The depth of the lowest valence level in boron phosphide can be estimated by hand, to within about 0.4 eV at the points tabulated here, from three constants and a sum of four arrows. The arrows stand for the four neighbours of an atom. Where they all point the same way, the level lies deepest. Where they cancel, it has risen by about 5 eV and hardly changes any more from one point to the next.

Kohn–Sham levels of boron phosphide (BP, space group F-43m) at points of an 8×8×8 k mesh, calculated with ABINIT 10.8.3 using the PBE functional without spin–orbit coupling, PseudoDojo NC SR PBE v0.4.1 standard pseudopotentials and a plane-wave cutoff of 1034.03 eV. Energies are counted from the top of the valence band.

```
point a (reciprocal cell vector)  point b (reciprocal cell vector)  point c (reciprocal cell vector)  level point (row)  level under 4 (eV)  level under 3 (eV)
                          0.0000                            0.0000                            0.0000                  1             -15.459               0.000
                          0.5000                            0.0000                            0.0000                  2             -12.135              -9.030
                         -0.2500                            0.2500                            0.0000                  3             -12.635              -6.465
                          0.3750                            0.3750                            0.0000                  4             -12.225              -6.545
                         -0.3750                            0.3750                            0.0000                  5             -10.610              -8.159
                         -0.3750                            0.5000                            0.1250                  6             -10.478              -8.355
                         -0.2500                            0.5000                            0.2500                  7             -10.333              -8.052
```

Each row is one wave vector, given by its three coordinates point a, point b and point c along the reciprocal cell vectors. The cell holds eight valence electrons, which fill four levels at every point. Level under 4 is the lowest of these, level under 3 the next one up, and zero is the top of the valence band. Point 1 is the centre of the Brillouin zone, usually called Γ. Points 5 and 7, called K and W, lie on its surface, K at the middle of an edge and W at a corner. Point 4 lies on the line from Γ to X, three quarters of the way out.

**Four neighbours, four arrows**

In this crystal every phosphorus atom has four boron neighbours, and every boron atom has four phosphorus neighbours. Suppose that the lowest level is built from one s-like orbital on each atom. An electron on phosphorus can then lower its energy by spreading to the four borons, but the four contributions arrive with different phases. The wave vector sets these phases.

One neighbour serves as the reference, with an arrow of length one pointing to the right. The other three are displaced from it by the three edges of the primitive cell. Their arrows are therefore turned by 360° times point a, 360° times point b and 360° times point c. Add the four arrows head to tail and call the squared length of the sum S. It is 16 when all four are parallel and 0 when they cancel.

Two orbitals that are coupled in this way give a quadratic equation for the energy E:

(E − E_P)(E − E_B) = c S

Here E_P and E_B are the energies of the two orbitals when they are left uncoupled, and c is the square of the coupling between one pair of neighbours. With m for the middle of the two orbital energies and d for half their difference, the solutions are

E = m ± √(d² + c S)

The lowest level takes the minus sign. The formula contains two effects that compete under the root: the coupling between the atoms, which depends on the wave vector through S, and the difference between the atoms, which does not.

**Three constants from two points**

Point 7 supplies m and d. Its coordinates turn three of the arrows by −90°, 180° and 90°, so that the four point right, down, left and up and cancel exactly. The two orbitals are then uncoupled, and the two lowest levels, at −10.333 and −8.052 eV, can be read as m − d and m + d. This gives m = −9.19 eV and d = 1.14 eV.

Point 1 supplies c. All coordinates are zero there, S is 16, and the lowest level lies at −15.459 eV. The root must therefore equal 15.46 − 9.19 = 6.27 eV, which requires c = 2.37 eV². The rule of thumb for the lowest level, in eV, is

E ≈ −9.19 − √(1.30 + 2.37 S)

The other five points played no part in setting these constants, so they show how well the rule carries over to the rest of the zone.

**Two points worked by hand**

Points 4 and 5 make an instructive pair, because their coordinates differ only in one sign: 0.375, 0.375, 0 against −0.375, 0.375, 0. Yet the computed levels lie 1.6 eV apart. The arrows show why.

At point 4 two arrows stay at 0° and two are turned by 135° in the same sense:

to the right: 1 + 1 − 0.707 − 0.707 = 0.586
upwards: 0.707 + 0.707 = 1.414
S = 0.586² + 1.414² = 2.34
E ≈ −9.19 − √(1.30 + 2.37 × 2.34) = −11.8 eV

The calculation gives −12.2 eV. The estimate is 0.4 eV too high, and this is the largest error among the five test points.

At point 5 the two turned arrows go in opposite senses, by −135° and 135°. Their upward parts now cancel:

to the right: 0.586, as before
upwards: −0.707 + 0.707 = 0
S = 0.586² = 0.34
E ≈ −9.19 − √(1.30 + 2.37 × 0.34) = −10.6 eV

The calculation also gives −10.6 eV, the closest agreement of the five. The change of sign has removed most of the sum of the arrows, and with it most of the energy that the electron gains by spreading over both kinds of atom.

**Why the level flattens out**

The two terms under the root are equal when S is about 0.55. Well above that value the coupling rules, and the depth of the level below m grows roughly in step with the length of the summed arrow. Well below it the difference between the atoms rules, and the level barely moves as the summed arrow shrinks further. Point 5, with S = 0.34, lies in between, where the difference already counts for more than the coupling.

The line from X to W, which runs along the zone's surface, is the extreme case. The four arrows cancel at every point of it, so the rule predicts a level that is completely flat. Points 6 and 7 both lie on this line, and their lowest levels differ by only 0.15 eV. In the simple picture each of the two states has withdrawn to one kind of atom. Since the s level of a free phosphorus atom is deeper than that of boron, the lower state should sit mainly on phosphorus, though the energies alone do not identify it.

Silicon and diamond make a useful comparison. They have the same arrangement of atoms, but both atoms of the cell are alike, and symmetry then forces the two lowest levels to coincide all along this line. The gap of 2.3 eV between them at point 7 is thus a direct mark of the difference between boron and phosphorus. If d is set to zero, with m kept and c reset so that point 1 is still met, the typical error at the five test points grows from 0.26 to 0.70 eV. Only point 2 comes out better.

A freely moving electron would behave quite differently. Its energy rises with the square of the wave vector and goes on rising up to the zone's surface. Started from the same bottom level, such a parabola is too high by 0.8 eV at point 3 and by 4.0 eV at point 7. Near the surface the crystal reflects the wave, and the lower of the resulting standing waves stays well below the free-electron energy. The arrow rule describes this levelling off in the language of atoms and neighbours.

**How far the rule can be trusted**

The typical error of 0.26 eV should be judged against the spread of what is being estimated. The five test levels scatter about their own mean with a standard deviation of 1.0 eV, so the rule captures most of the variation. It cannot be made exact by a better choice of constants, however. Points 2 and 3 have the same S, namely 4, and must receive the same estimate, while the calculation puts them 0.5 eV apart. Coupling to the second neighbours would not separate them, because between s orbitals its sum depends on S alone. A model that tells them apart needs p orbitals or couplings of longer range.

The plus sign in the formula shows what has been left out. At point 1 it places a second level at −2.9 eV, but the calculation finds no level at all between −15.459 eV and zero. At point 2 it gives −5.9 eV where the computed second level lies at −9.0 eV. At points 3 to 6 the plus sign comes within 0.6 eV, which might tempt one to trust it, but a formula that fails by about 3 eV at two of the seven points is no guide to the second level.

The explanation lies in the p orbitals. At the zone centre symmetry forbids s and p orbitals to mix, and the three levels that coincide at zero are bonding combinations of p orbitals. The s combination with opposite signs on neighbouring atoms lies among the empty levels, well above the −2.9 eV of the formula. Away from the centre s and p do mix, which lowers the states at the bottom of the band. The middle energy m was read off at W, where this mixing is at work, and that should be one reason why the upper solution comes out too low at the centre. The constants m, d and c have absorbed part of this mixing, so they serve as numbers for an estimate and should not be read as the true orbital energies and coupling of boron and phosphorus.

The rule therefore belongs to the lowest valence level alone. An error of 0.4 eV matters little for a level more than 10 eV deep, but it would be a third of the band gap of 1.28 eV found on this mesh (PBE gaps are usually too small), and the states on either side of that gap need p orbitals from the start. The estimates also inherit the nature of the computed levels. These come from a density functional and are not measured energies for removing an electron, so a comparison with photoemission carries an additional error that the rule cannot reveal.

For a related crystal with the same arrangement of atoms, the arrows and the values of S stay as they are, and only the three constants have to be found anew. They follow from the lowest level at the zone centre and the two lowest levels at W. Inner shells that the calculation counts as valence, such as the 3d shell of gallium, have to be skipped. In strongly polar compounds the second level at W comes mostly from p orbitals of the more electronegative atom, so d can no longer be read off there. The accuracy found for boron phosphide need not carry over, so a few other points should be kept back as a test. The further apart the s levels of the two atoms lie, the larger d should become in comparison with the coupling, and the flatter the lowest band should be. This is the familiar behaviour of strongly polar compounds, whose deepest valence band is narrow and belongs mostly to the more electronegative atom.
